\section{Reading alloy disorder from a band tail: the instanton prefactor in a WSSe monolayer}

In the random alloy WS$_{2(1-x)}$Se$_{2x}$ each primitive cell holds two chalcogen sites, filled at random. Regions rich in Se raise the valence edge and bind holes in the gap. This section derives the tail density of states with its power-law prefactor and then infers the strength of the disorder from tabulated tail data.

\subsection*{The data}

The values below are made for the exercise, in the form that a large tight-binding calculation with importance sampling of the composition would give for $x=1/2$. The depth $u$ is counted from the virtual-crystal valence maximum at K into the gap, $\rho$ includes both valleys, and each entry has an independent statistical error of 3\%.

\begin{center}
\begin{tabular}{lccccc}
$u$ (meV) & 30 & 35 & 40 & 45 & 50\\
$\rho$ ($10^{11}$ eV$^{-1}$cm$^{-2}$) & 99 & 31 & 8.6 & 2.4 & 0.65
\end{tabular}
\end{center}

As inputs we take a typical hole mass $m=0.40\,m_e$, an approximate lattice constant of 0.322 nm and an approximate gap $E_g=2.3$ eV. The top valence states at K and K$'$ have opposite spin, so a spin-independent potential leaves two independent copies of a one-band problem. Wanted are the noise strength $\gamma$, the shift $u^*$ of the edge, and the slope $\Delta=dE_v/dx$ of the band edge with composition.

\subsection*{Replicas and the instanton}

A hole has energy $E=-u$ and the Hamiltonian
\begin{equation}
H=-t\nabla^2+V(\mathbf r),\qquad t=\frac{\hbar^2}{2m},\qquad \langle V(\mathbf r)V(\mathbf r')\rangle=\gamma\,\delta^d(\mathbf r-\mathbf r'),
\end{equation}
with $V$ Gaussian of zero mean. We set $t=1$ until the numbers are needed, and $\rho$ is per unit volume and per valley. With $n$ real fields, $\langle \mathbf r|(H-E)^{-1}|\mathbf r\rangle=\lim_{n\to0}\int D\phi\,\phi_1^2(\mathbf r)\,e^{-\frac12\int\phi\cdot(H-E)\phi}$, because the normalisation $\det(H-E)^{-n/2}$ tends to one. The average over $V$ gives
\begin{equation}
\mathcal S[\phi]=\int d^dr\left[\tfrac12(\nabla\phi)^2+\tfrac12\varepsilon\,\phi^2-\tfrac{\gamma}{8}(\phi^2)^2\right],\qquad \varepsilon=-E>0 .
\end{equation}
The quartic term is unbounded below. The integral is defined by continuation from $\gamma<0$ and then has an imaginary part, with $\rho=\pi^{-1}|{\rm Im}\langle\phi_1^2\rangle|$. That part comes from the saddle $\phi=\hat{\mathbf e}\,\phi_c(\mathbf r-\mathbf r_0)$, where $\hat{\mathbf e}$ is a unit vector in replica space and
\begin{equation}
\phi_c=\sqrt{2\varepsilon/\gamma}\;f(\sqrt\varepsilon\,r),\qquad -\nabla^2f+f-f^3=0 ,
\end{equation}
with $f$ the nodeless solution. It describes a state bound in the optimal well $V_c=-\gamma\phi_c^2/2=-\varepsilon f^2$. Let $I_k=\int f^k$ and $I_g=\int(\nabla f)^2$. Stationarity under a change of amplitude gives $I_g+I_2=I_4$, and under a change of length $(d-2)I_g+dI_2=dI_4/2$. Hence $I_g=dI_4/4$, $I_2=(4-d)I_4/4$, and for $d<4$
\begin{equation}
S=\frac{I_4}{2\gamma}\,\varepsilon^{2-d/2},\qquad \frac1d\int(\nabla\phi_c)^2=S,\qquad \int\phi_c^2=\frac{(4-d)S}{\varepsilon}.
\end{equation}

Fluctuations along $\hat{\mathbf e}$ see $L=-\nabla^2+\varepsilon+3V_c$, and the $n-1$ transverse components see $T=-\nabla^2+\varepsilon+V_c$. The operator $L$ has $d$ zero modes $\partial_i\phi_c$ and, since these have a node, a negative mode below them. $T$ has the single zero mode $\phi_c$. With the measure $dc/\sqrt{2\pi}$ for each normalised mode, the factors are these.
(i) Translations give the volume times $(S/2\pi)^{d/2}$.
(ii) Rotations give the area $2\pi^{n/2}/\Gamma(n/2)\to n$ of the unit sphere times $(\int\phi_c^2/2\pi)^{(n-1)/2}$.
(iii) The insertion, averaged over $\hat{\mathbf e}$ and $\mathbf r_0$, gives $\int\phi_c^2/n$ divided by the volume; its $1/n$ cancels the $n$ of (ii).
(iv) The negative mode gives $\pm i/2$ times its Gaussian factor, since the continued contour covers half of the descent path.
(v) The other modes give $|\det'L/\det H_0|^{-1/2}(\det'T/\det H_0)^{+1/2}$ at $n=0$, with $H_0=-\nabla^2+\varepsilon$ and primes omitting zero modes. Each omitted eigenvalue leaves a factor $1/\varepsilon$ in its ratio, so this is $\varepsilon^{(d-1)/2}\tilde D_d$, where $\tilde D_d$ is the same expression at $\varepsilon=1$.
The product is
\begin{equation}
\rho=\frac{\sqrt{4-d}}{(2\pi)^{(d+1)/2}}\,\tilde D_d\;\varepsilon^{d/2-1}\,S^{(d+1)/2}\,e^{-S}\,\bigl[1+O(1/S)\bigr].
\label{eq:tail}
\end{equation}
The power $(d+1)/2$ is $d/2$ from translations, $-1/2$ from the $n-1\to-1$ rotations and $+1$ from the insertion. With $S\propto\varepsilon^{2-d/2}$ the prefactor goes as $\varepsilon^{d(5-d)/4}$, the result of Cardy (1978) and of Br\'ezin and Parisi (1980). The supersymmetric form uses two real commuting and two anticommuting components. It gives $(\det T)^{-1/2}(\det T)^{+1}$ and a net count $1-2=-1$ of rotational zero modes, as at $n=0$.

\subsection*{Test in one dimension}

For $d=1$, $f=\sqrt2\,{\rm sech}\,x$, $I_4=16/3$ and $S=8\varepsilon^{3/2}/3\gamma$. At $\varepsilon=1$ the ratio $\det(T-\lambda)/\det(H_0-\lambda)$ is the amplitude at $+\infty$, relative to that at $-\infty$, of the solution that starts as $e^{kx}$ with $k=\sqrt{1-\lambda}$. The solutions are $e^{kx}(\tanh x-k)$ for $T$ and $e^{kx}(3\tanh^2x-3k\tanh x+k^2-1)$ for $L$, so the ratios are
\begin{equation}
\frac{k-1}{k+1}\quad\text{and}\quad\frac{(k-1)(k-2)}{(k+1)(k+2)} .
\end{equation}
Dividing by the factor $-\lambda$ of the zero mode and letting $\lambda\to0$ gives $1/4$ and $-1/12$, so $\tilde D_1=\sqrt3$ and
\begin{equation}
\rho=\frac{4|E|}{\pi\gamma}\exp\left(-\frac{8|E|^{3/2}}{3\gamma}\right).
\end{equation}
The exact number of states below $E$ per length (Halperin 1965) is $N=\mathcal D^{1/3}\pi^{-2}[{\rm Ai}^2(z)+{\rm Bi}^2(z)]^{-1}$ with $\mathcal D=\gamma/2$ and $z=-E/\mathcal D^{2/3}$. The expansion of Bi gives $N=(\sqrt{|E|}/\pi)\,e^{-S}(1-5/18S+\dots)$, and $dN/dE$ is the instanton result times $1-11/18S+\dots$. This confirms the factor $1/2$ of the negative mode and shows the size of the next order.

\subsection*{Two dimensions: the logarithm in the determinant}

For $d=2$, $I_2=I_g=I_4/2\equiv a$ and $S=a\varepsilon/\gamma$. The number $a$ is the minimum of $2I_2I_g/I_4$ over all profiles. The trial form $A\,{\rm sech}(r/r_0)$ gives the bound $a\le11.73$, with $A^2=4.69$ from $I_4=2I_2$. As input we take the approximate numerical value $a=11.70$ of the exact (Townes) profile, and we use the trial form only for higher moments.

The determinants now diverge. To first order in $V_c$ the logarithm of factor (v) is $\tfrac12(3-1)G\int|V_c|=aG$, with
\begin{equation}
G=\int^{k_c}\!\frac{d^2k}{(2\pi)^2}\frac1{k^2+\varepsilon}\simeq\frac1{4\pi}\ln\frac{E_c}{\varepsilon},\qquad E_c=k_c^2\gg\varepsilon .
\end{equation}
The divergence is a shift of the energy. Normal ordering of the quartic term with respect to the free propagator of mass $\varepsilon$ gives $(\phi^2)^2=\,:\!(\phi^2)^2\!:+\,2(n+2)G\phi^2+{\rm const}$, so at $n=0$ the true depth $u$ and the mass are related by $u=\varepsilon+\gamma G$. The normal-ordered theory is finite and depends on $\gamma/\varepsilon$ alone. Equation \eqref{eq:tail} holds in the variable $\varepsilon$, with the first-order term removed from $\tilde D_2$. Restoring $t$ and counting two valleys, define
\begin{equation}
E_0=\frac{\gamma}{at},\quad b=\frac a{4\pi}=0.931,\quad g=bE_0,\quad u^*=g\ln\frac{E_c}{g},\quad \rho_0=\frac{2}{4\pi t}.
\end{equation}
The model is then, with $S=\varepsilon/E_0$ and $C=2\tilde D_2/\sqrt\pi$,
\begin{equation}
\ln\rho=K-y(S),\quad y=S-\tfrac32\ln S,\quad K=\ln(\rho_0C),\qquad \frac{u-u^*}{E_0}=W(S)=S-b\ln\frac Sb .
\label{eq:model}
\end{equation}
The power $d(5-d)/4=3/2$ belongs to $\varepsilon$. In the observable depth, $e^{-S}=e^{-W}(S/b)^{-b}$, so deep in the tail $\rho\propto(u-u^*)^{p}e^{-(u-u^*)/E_0}$ with $p=3/2-b=0.569$. The universal number $C$ is not computed here, and $K$ is fitted along with $E_0$ and $u^*$.

\subsection*{Inversion}

Take the points at 30, 40 and 50 meV, labelled 1, 2, 3, with spacing $h=10$ meV. The drops of $\ln\rho$ are
\begin{equation}
D_{12}=\ln\frac{99}{8.6}=2.443,\qquad D_{23}=\ln\frac{8.6}{0.65}=2.583 ,
\end{equation}
with sum $D_{13}=5.026$ and second difference $D_{23}-D_{12}=0.139$. Since $W=y+p\ln S+{\rm const}$, equal spacing, $W_1-2W_2+W_3=0$, requires
\begin{equation}
\frac{S_1S_3}{S_2^2}=\exp\left(-\frac{D_{23}-D_{12}}{p}\right)=0.783,
\end{equation}
where $y(S_1)=y(S_2)-D_{12}$ and $y(S_3)=y(S_2)+D_{23}$ on the branch $S>3/2$. A trial $S_2=7.4$ gives 0.778 on the left and $S_2=7.5$ gives 0.788. The root is
\begin{equation}
S_1=4.12,\qquad S_2=7.45,\qquad S_3=10.56 .
\end{equation}
The energy scale follows from $W_3-W_1$:
\begin{equation}
\frac{2h}{E_0}=D_{13}+p\ln\frac{S_3}{S_1}=5.026+0.536,\qquad E_0=3.60\ \text{meV}.
\end{equation}
With $W_2=5.51$ the edge shift is $u^*=u_2-E_0W_2=20.2$ meV, and $g=3.35$ meV gives $E_c=g\,e^{u^*/g}=1.4$ eV. The mass gives $t=0.0952$ eV\,nm$^2$ and $\rho_0=1.67\times10^{14}$ eV$^{-1}$cm$^{-2}$, so $C=\rho_2e^{y(S_2)}/\rho_0=0.44$. For the two unused points Eq.~\eqref{eq:model} yields 30.0 and 2.39 in the units of the table, within the scatter of the entries 31 and 2.4.

The noise strength is $\gamma=atE_0=4.01\times10^{-3}$ eV$^2$nm$^2$. To turn it into $\Delta$, let each chalcogen site shift the edge of its cell by $\pm v$ about the mean at $x=1/2$. Going from two S to two Se changes the edge by $4v=\Delta$. The difference between the upper and lower site is odd under the mirror plane of the layer and does not shift the K valence state in first order. The variance per cell is $2v^2$, and with the cell area $\Omega=0.0898$ nm$^2$
\begin{equation}
\gamma=2v^2\Omega=\frac{\Omega\Delta^2}{8},\qquad \Delta=0.60\ \text{eV}.
\end{equation}
At the middle point $\varepsilon_2=S_2E_0=26.8$ meV and the length $\sqrt{t/\varepsilon_2}=1.9$ nm spans several lattice constants, as the continuum model needs.

\subsection*{Uniqueness}

Regard $y$ as a function of $W$. Then $dy/dW=1-p/(S-b)$ is positive for $S>3/2$ and rises with $S$, while $d^2y/dW^2=pS/(S-b)^3$ is positive and falls. Hold $D_{13}$ fixed and move the start $W_1$ deeper. The slope is larger there, so the step $\eta=h/E_0$ shrinks. The second difference is $\int_0^\eta\!\int_0^\eta y''(W_1+s+s')\,ds\,ds'$, and both the deeper start and the shorter step reduce it. It is therefore strictly monotonic in $W_1$, and three points have at most one solution $(K,E_0,u^*)$. None exists if the second difference is negative. As it tends to zero, $u^*\to-\infty$ and $E_0$ rises to the plain exponential value $2h/D_{13}=3.98$ meV, which is 11\% above the fit.

Two things are not fixed by the data. The shape of the tail depends on $m$ and $\gamma$ through $E_0\propto m\gamma$ only, so a mass too large by 10\% lowers $\Delta$ by about 5\%. And the exponent must come from theory. The form $\frac32\ln w-w/E_0$ with $w=u-u^*$, which ignores the logarithm of the determinant, passes through the same three points: $\frac32\ln[w_2^2/(w_2^2-h^2)]=0.139$ gives $w_2=33.6$ meV, $u^*=6.4$ meV and $E_0=3.36$ meV, 6\% below the fit.

\subsection*{Propagation of errors in the data}

Let $l_i=\ln\rho_i$, so $y_i=K-l_i$, and $r_i=dW/dy=(S_i-b)/(S_i-\frac32)=1.217,\ 1.096,\ 1.063$. Varying the spacing condition gives $(r_1-2r_2+r_3)\,\delta K=r_1\delta l_1-2r_2\delta l_2+r_3\delta l_3$. The coefficient on the left is only 0.089, which is the source of the poor conditioning. With $\delta W_i=r_i(\delta K-\delta l_i)$, $E_0=2h/(W_3-W_1)$ and $u^*=u_2-E_0W_2$,
\begin{align}
\delta K&=13.7\,\delta l_1-24.6\,\delta l_2+11.9\,\delta l_3,\\
\delta u^*/E_0&=-15.9\,\delta l_1+31.9\,\delta l_2-16.0\,\delta l_3,\\
\delta\ln E_0&=0.16\,\delta l_1-0.68\,\delta l_2+0.52\,\delta l_3 .
\end{align}
For $\sigma_l=0.03$ the standard deviations are 0.92 in $K$ (a factor 2.5 in $C$), 4.2 meV in $u^*$ and 2.6\% in $E_0$ and $\gamma$, hence 1.3\% in $\Delta$. The cutoff, exponential in $u^*/g$, is uncertain by a factor 4. The amplitude and the edge trade against each other because a shift of a pure exponential is a change of its amplitude, and only the curvature from the prefactor separates them. That curvature, 0.139, carries $\sqrt6\times0.03=0.07$, so the linear bars on $K$ and $u^*$ are rough and at two standard deviations $u^*$ has no lower bound. The fitted $C$ is not a determination of $\tilde D_2$. Conversely, a computed $\tilde D_2$ would remove one parameter and fix $u^*$ to a fraction of $E_0$.

\subsection*{Neglected terms}

Three corrections must be set against the curvature 0.139 and the drop 5.026.

\emph{Next loop order.} A term $c_1/S$ in $\ln\rho$ has an unknown $c_1$ in $d=2$. For $|c_1|=11/18$, borrowed from $d=1$ as a guide to size, its second difference is 0.04. The linear relations turn it into 2.4 meV in $u^*$ but only 0.2\% in $E_0$, since it has nearly the form of a shift of the edge.

\emph{Bounded disorder.} The well depth at the middle point, $A^2\varepsilon_2=0.13$ eV, is not small against the largest possible shift $\Delta/2=0.30$ eV. At $x=1/2$ the third cumulant vanishes and the fourth, from $2\ln\cosh$, is $-4v^4$ per cell. It adds $+4v^4\Omega^3(\phi^2)^4/(4!\,2^4)$ to the action density. One contraction at $n=0$ takes $(\phi^2)^k$ to $2k(k-1)G(\phi^2)^{k-1}$, so normal ordering gives $(\phi^2)^4+24G(\phi^2)^3+144G^2(\phi^2)^2+192G^3\phi^2$. Inserting $\phi_c^2=2|V_c|/\gamma$ and $s=\gamma G=u-\varepsilon$,
\begin{equation}
\frac{\delta S}{S}=\frac{M_8\varepsilon^2+12M_6\,s\,\varepsilon+36s^2+12s^3/\varepsilon}{24v^2},\qquad M_k=\frac{I_k}{I_4},
\end{equation}
with $M_6=2.96$ and $M_8=10.1$ from the trial profile. For cell-local potentials this estimate gives $\delta S=0.16$, 0.38 and 0.72 at the three points, a second difference of 0.13 and 11\% of the drop.

\emph{Band shape.} A two-band dispersion $tk^2-(tk^2)^2/E_g$ changes the action by $\delta S/S=-(\varepsilon/E_g)\int(\nabla^2f)^2/I_2$. With $\nabla^2f=f-f^3$ the ratio of integrals is $2M_6-3=2.92$, and $\delta S=-0.08$, $-0.25$ and $-0.51$, a second difference of $-0.08$ and 9\% of the drop with the opposite sign. The overlap of Bloch functions and the finite range of a chalcogen potential weaken the noise at large wave vector and raise $S$ at the same order in $\varepsilon$.

The last two terms each rival the curvature due to the prefactor. For a real alloy $u^*$, $E_c$ and $C$ can therefore not be read from this window with the white-noise form, and $E_0$ carries a systematic uncertainty of order 10\% or more, $\Delta$ half of that, well above the statistical bars.

\subsection*{Result}

Within the Gaussian white-noise model the data give $E_0=3.6\pm0.1$ meV, $\gamma=(4.0\pm0.1)\times10^{-3}$ eV$^2$nm$^2$, $u^*=20\pm4$ meV and $\Delta=0.60\pm0.01$ eV, the last two figures of $\gamma$ and $\Delta$ holding for the assumed mass. These numbers are the model's. The table was chosen so that $\Delta$ has the size typical of the WS$_2$/WSe$_2$ valence offset, so its value tests nothing, and tails in supported monolayer channels are typically several times wider than this $E_0$, ten meV or more, because charged defects, the substrate and phonons add disorder that the model omits.